Question

I am modelling the weak-field bulk of a CO₂/O₂ plasma of the kind used for resist stripping, and I need the mobility of O₂⁻ in CO₂. As a first step I want the pure polarisation model: a point ion of charge −e and an isotropically polarisable molecule, with classical elastic collisions.

Typical values: polarisability volume of CO₂ α′ = 2.91 Å³ (static, orientation average), masses m(O₂⁻) = 32.00 u and M(CO₂) = 44.01 u. Assumed conditions: pure CO₂, ideal gas, T = 300 K, p = 100 Pa, field F = 1.0 V/cm.

(a) What are the capture impact parameter b_L and the Langevin cross section σ_L at the mean thermal collision energy E = (3/2)k_B T?
(b) How does the deflection angle depend on b, and what is the momentum-transfer cross section Q₁? Can I simply treat the captured ions as scattered isotropically and add the rest?
(c) What reduced mobility K₀ (referred to 273.15 K and 1 atm), actual mobility, drift velocity and diffusion coefficient follow?
(d) How far can I trust the result for this pair? Typical values for that part: CO₂ quadrupole moment Θ = −0.90 e Å², polarisability anisotropy α′∥ − α′⊥ = 2.1 Å³, purely electronic mean polarisability 2.6 Å³. Assumed radius of the repulsive core r_h = 3.0 Å.

Answer

In short: Q₁ = 1.105 σ_L, made of 0.898 σ_L from b < b_L and 0.207 σ_L from b > b_L. The first piece belongs to specular reflection from a vanishingly small core and is not the isotropic value 1. It gives K₀ = 13.87/√(α′ m_r) cm²/(V s) with α′ in Å³ and the reduced mass m_r in u, which is 1.89 cm²/(V s) for your inputs. That is the model's number, and part (d) shows why CO₂ is a poor host for the model.

Conventions. E = ½ m_r g² is the energy of relative motion, g the relative speed far away, b the impact parameter and χ the deflection angle in the centre-of-mass frame, positive for net repulsion. K(m) = ∫₀^(π/2) dφ/√(1 − m sin²φ) is the complete elliptic integral of the first kind with parameter m (the square of the modulus). K with a bracketed argument always means this integral, and K or K₀ alone is a mobility, counted positive. The ion drifts against the field.

(a) Capture

The ion's field at distance r induces a dipole, and the energy is −½ × polarisability × field². With the polarisability volume α′,

V(r) = −C₄/r⁴, C₄ = ½ α′ e²/(4πε₀).

The charge enters squared, so its sign plays no part. With e²/(4πε₀) = 14.40 eV Å,

C₄ = ½ × 2.91 Å³ × 14.40 eV Å = 20.95 eV Å⁴.

The reduced mass is m_r = 32.00 × 44.01/76.01 u = 18.53 u = 3.077 × 10⁻²⁶ kg. At 300 K, k_B T = 0.02585 eV and E = 0.03878 eV, so g = √(2E/m_r) = 635.5 m/s.

Radial motion takes place in V_eff = E b²/r² − C₄/r⁴. Its derivative vanishes at r² = 2C₄/(E b²), where V_eff = E² b⁴/(4C₄). The pair passes over this barrier if the height is below E, that is for b < b_L with

b_L⁴ = 4C₄/E = 4 × 20.95 eV Å⁴/0.03878 eV = 2161 Å⁴,

so b_L² = 46.49 Å² and b_L = 6.82 Å. At b = b_L the barrier top lies at r_c = b_L/√2 = 4.82 Å, where V(r_c) = −E. Then

σ_L = π b_L² = 2π √(C₄/E) = 146.0 Å².

Since σ_L ∝ 1/g, the rate coefficient does not depend on energy:

k_L = g σ_L = 2π √(2C₄/m_r) = 635.5 m/s × 146.0 × 10⁻²⁰ m² = 9.28 × 10⁻¹⁶ m³/s.

Classical mechanics is a fair description here, as the angular momentum at the capture edge is m_r g b_L/ħ ≈ 126.

(b) Deflection angle and Q₁

Conservation of energy and angular momentum gives χ = π − 2θ, where θ is the polar angle swept on the way in. With u = b/r and β = b/b_L, and using C₄/(E b⁴) = 1/(4β⁴),

θ = ∫ du/√(1 − u² + u⁴/(4β⁴)),

taken from u = 0 to the point of closest approach. Only β appears, so Q₁ is a pure number times σ_L:

Q₁ = 2π ∫₀^∞ (1 − cos χ) b db = σ_L ∫₀^∞ (1 − cos χ) d(β²).

Outside, β > 1. Define m between 0 and 1 by β² = (1 + m)/(2√m). Then 1/(4β⁴) = m/(1 + m)², and the quartic factorises:

1 − u² + u⁴/(4β⁴) = [1 − u²/(1 + m)] [1 − m u²/(1 + m)].

The turning point is u₁ = √(1 + m). Putting u = u₁ sin φ gives θ = √(1 + m) K(m), so

χ = π − 2 √(1 + m) K(m).

For large β, m ≈ 1/(4β⁴) is small, and K(m) ≈ (π/2)(1 + m/4) gives χ ≈ −3πm/4 = −3π/(16β⁴). For β → 1, m → 1 and K(m) diverges logarithmically, which is orbiting at r_c. The closest approach b/√(1 + m) is never below r_c, so this region does not feel a core smaller than r_c. Sample values, with b for your energy:

m = 0.1: β = 1.319, b = 8.99 Å, χ = −13.8°, 1 − cos χ = 0.029
m = 0.2: β = 1.158, b = 7.90 Å, χ = −28.3°, 1 − cos χ = 0.120
m = 0.5: β = 1.030, b = 7.02 Å, χ = −80.2°, 1 − cos χ = 0.830
m = 0.9: β = 1.0007, b = 6.82 Å, χ = −227.2°, 1 − cos χ = 1.679

With |d(β²)/dm| = (1 − m)/(4 m^(3/2)), numerical quadrature gives

A_out = ∫₀¹ (1 − cos χ) (1 − m)/(4 m^(3/2)) dm = 0.2073.

The small-angle form alone, ½ (3π/16)² ∫₁^∞ x⁻⁴ dx = 0.058 with x = β², supplies less than a third of this. The rest is due to the strong bending just outside b_L.

Inside, β < 1. The quartic has no real root and the pair falls to r = 0, so the potential alone does not say what happens next. The standard definition of the polarisation limit puts a hard sphere at the centre and lets its radius go to zero. Reflection from the sphere reverses the radial velocity and keeps the angular momentum, so the outgoing branch mirrors the incoming one and χ = π − 2θ still holds, with the upper limit u → ∞. The integral converges there because the integrand falls as 1/u². Set x = β² and u = √(2x) w, which means w = r_c/r:

θ = √(2x) ∫₀^∞ dw/√(w⁴ − 2x w² + 1).

With w = tan(ψ/2) one has w⁴ − 2x w² + 1 = (1 + w²)² [1 − ½(1 + x) sin²ψ] and dw/(1 + w²) = dψ/2, with ψ running from 0 to π. Hence

χ = π − 2 √(2x) K((1 + x)/2), x = β² < 1.

A captured orbit therefore reaches the centre after a finite angle. At β² = 0.5 that angle is K(0.75) = 2.157 rad, about a third of a turn. Many revolutions occur only in a thin ring just inside b_L. Sample values:

β² → 0: χ → 180°, 1 − cos χ → 2
β² = 0.1: χ = 82.7°, 1 − cos χ = 0.873
β² = 0.3: χ = 1.8°, 1 − cos χ = 0.0005
β² = 0.5: χ = −67.1°, 1 − cos χ = 0.611
β² = 0.8: χ = −193.7°, 1 − cos χ = 1.972

The factor 1 − cos χ swings between 0 and 2, so its mean over the capture disc is near 1, but it makes only a few swings across most of the disc and the mean is not exactly 1:

A_in = ∫₀¹ (1 − cos χ) dx = 0.8979.

The sum is

Q₁ = (A_in + A_out) σ_L = A σ_L, A = 1.1052.

At E = 0.03878 eV the two parts are 131.1 Å² and 30.3 Å², and Q₁ = 161.4 Å². Uncaptured orbits carry 19 per cent of the momentum transfer.

On your question about isotropy: if captured pairs separated in random directions, the mean of cos χ over the disc would be zero, A_in would be exactly 1, and A would be 1.2073. That is a legitimate model, suited to a long-lived complex that forgets its direction (leaving aside any energy exchange), but it is a different model, and its A is 9 per cent larger. A third rule, letting the pair pass straight through the centre, shifts χ by π, which turns A_in into 2 − 0.8979 = 1.1021 and A into 1.3094. The value 1.105 goes with the small reflecting core only. It cannot be reached as "isotropic capture plus a tenth", since the outer region alone supplies 0.207.

(c) Mobility

In one elastic collision the ion's momentum changes by m_r(g′ − g) in vector form, with g the ion velocity minus the molecule velocity. Averaged over the azimuth of the impact parameter this is −m_r (1 − cos χ) times the vector g. The mean rate of momentum loss of an ion in a gas of density N is therefore m_r N times the average of g Q₁(g) times the vector g. Here g Q₁ = A k_L ≡ k_m is a constant and comes out of the average. The mean of the vector g is the drift velocity, because the gas is at rest on average. In the steady state

e F = m_r N k_m v_d, K = v_d/F = e/(m_r N A k_L).

No distribution function was needed, so within the model this is exact at any temperature and any F/N. As a check on the factors, the first Chapman–Enskog approximation reads K = (3e/16N) √(2π/(m_r k_B T))/Ω with Ω = ½ (k_B T)⁻³ ∫₀^∞ Q₁ E² exp(−E/k_B T) dE. Inserting Q₁ = 2πA √(C₄/E) gives Ω = πA Γ(5/2) √(C₄/k_B T), with Γ(5/2) = 3√π/4. The temperature cancels and K = e/(2√2 π A N √(m_r C₄)), the same expression.

Numbers:

k_m = 1.1052 × 9.28 × 10⁻¹⁶ m³/s = 1.026 × 10⁻¹⁵ m³/s
N = p/(k_B T) = 2.414 × 10²² m⁻³
ν_m = N k_m = 2.48 × 10⁷ s⁻¹
K = e/(m_r ν_m) = 1.602 × 10⁻¹⁹ C/(3.077 × 10⁻²⁶ kg × 2.48 × 10⁷ s⁻¹) = 0.210 m²/(V s)

The reduced mobility is K₀ = K N/N₀ with N₀ = (101325 Pa)/(k_B × 273.15 K) = 2.6868 × 10²⁵ m⁻³. Since m_r k_L = 2π √(α′ m_r e²/(4πε₀)),

K₀ = e/[2π A N₀ √(α′ m_r e²/(4πε₀))].

For α′ = 1 Å³ and m_r = 1 u, with e²/(4πε₀) = 2.3071 × 10⁻²⁸ J m, the root is 6.1895 × 10⁻⁴³ kg m³/s. Multiplying by 2πN₀ gives 1.0449 × 10⁻¹⁶ kg/s, and e divided by this is 1.533 × 10⁻³ m²/(V s) = 15.33 cm²/(V s). Dividing by A,

K₀ = 13.87/√(α′ m_r) cm²/(V s), α′ in Å³, m_r in u.

For O₂⁻ in CO₂, α′ m_r = 53.92 Å³ u, its root is 7.343, and

K₀ = 13.87/7.343 cm²/(V s) = 1.89 cm²/(V s).

At F = 1.0 V/cm = 100 V/m the reduced field is F/N = 4.14 × 10⁻²¹ V m² and v_d = K F = 21.0 m/s. The extra collision energy from the drift is of order ½ M v_d² = 1.0 × 10⁻⁴ eV, far below k_B T, so the ions are thermal and the Einstein relation applies:

D = K k_B T/e = 0.210 m²/(V s) × 0.02585 V = 5.4 × 10⁻³ m²/s.

The rule chosen for the captured orbits moves the reduced mobility as follows, in cm²/(V s):

σ_L alone as Q₁ (A = 1): 2.09
small reflecting core (A = 1.1052): 1.89
isotropic re-emission (A = 1.2073, coefficient 12.70 in place of 13.87): 1.73
passage through the centre (A = 1.3094): 1.59

(d) What the model leaves out

The natural yardstick is the polarisation energy at the barrier, |V(r_c)| = E = 0.039 eV at r_c = 4.82 Å.

Quadrupole. With Θ = ½ Σ q(3z² − r²) summed over the charges of the molecule, z along its axis, the interaction with a charge Q at angle γ from the axis is QΘ P₂(cos γ)/(4πε₀ r³), P₂(c) = (3c² − 1)/2. For Q = −e and negative Θ it is V₀ P₂ with

V₀ = 14.40 eV Å × 0.90 Å²/(4.82 Å)³ = 0.116 eV.

It repels by 0.116 eV along the axis, where the anion faces an oxygen atom, and attracts by 0.058 eV broadside. V₀ is 3.0 times the polarisation energy. Because it falls as r⁻³, the on-axis value exceeds C₄/r⁴ at every distance beyond α′e/(2|Θ|) = 1.6 Å. The plain orientation average of P₂ vanishes, but the molecule is free to turn its attractive side to the ion. If orientations were thermally populated at fixed r = r_c, the effective potential would be −k_B T ln ∫₀¹ exp(−V₀ P₂(c)/k_B T) dc = −0.030 eV. This is only an estimate, as one fly-by does not equilibrate the rotation, but it is nearly as large as the term that was kept. Extra attraction widens the capture disc, and the torque opens rotationally inelastic channels. One expects a larger Q₁ and a lower mobility.

Anisotropy and choice of α′. The induction energy carries the factor α′ + (2/3)(α′∥ − α′⊥) P₂(cos γ), so it is 48 per cent stronger along the axis and 24 per cent weaker broadside. Using the electronic mean 2.6 Å³ in place of the static value would give K₀ = 2.00 cm²/(V s). The static value is the better choice for a slow thermal approach, during which the vibrations can follow the field.

Core. The limit of a vanishing core needs r_h ≪ r_c, but here r_h/r_c = 0.62. A core cuts the w integral off at r_c/r_h. Keeping only the leading 1/w² behaviour of the integrand, the lost part of 2θ is about 2√2 β r_h/r_c, which is 1.8 rad near β = 1. The angles of the inner table are therefore reshuffled, and A_in for a real core is uncertain at the level of the spread listed at the end of (c). A_out is not affected. As r_c ∝ E^(−1/4), reaching r_h/r_c = 0.1 would take about 0.2 K, and cooling makes the bare quadrupole term larger relative to the polarisation term, in proportion to r_c.

Identity of the ion. O₂⁻ attaches CO₂ in three-body collisions and forms CO₄⁻. For that ion, of mass 76.01 u, m_r = 27.87 u and the same formula gives K₀ = 1.54 cm²/(V s). The point-ion picture is worse for it, since the cluster is larger. Whether a bare O₂⁻ survives its drift depends on pressure and residence time.

So the derivation fixes A = 1.105 and the coefficient 13.87 as properties of the r⁻⁴ law with a small reflecting core, and K₀ ≈ 1.9 cm²/(V s), K ≈ 0.21 m²/(V s) at 100 Pa and 300 K, as the model's values for your inputs. Small ions in CO₂ near room temperature typically have reduced mobilities around 1.3 cm²/(V s), quoted here as typical knowledge and not as a measurement on this ion. The model thus lies too high by roughly 45 per cent, in the direction that the quadrupole attraction and the clustering both suggest.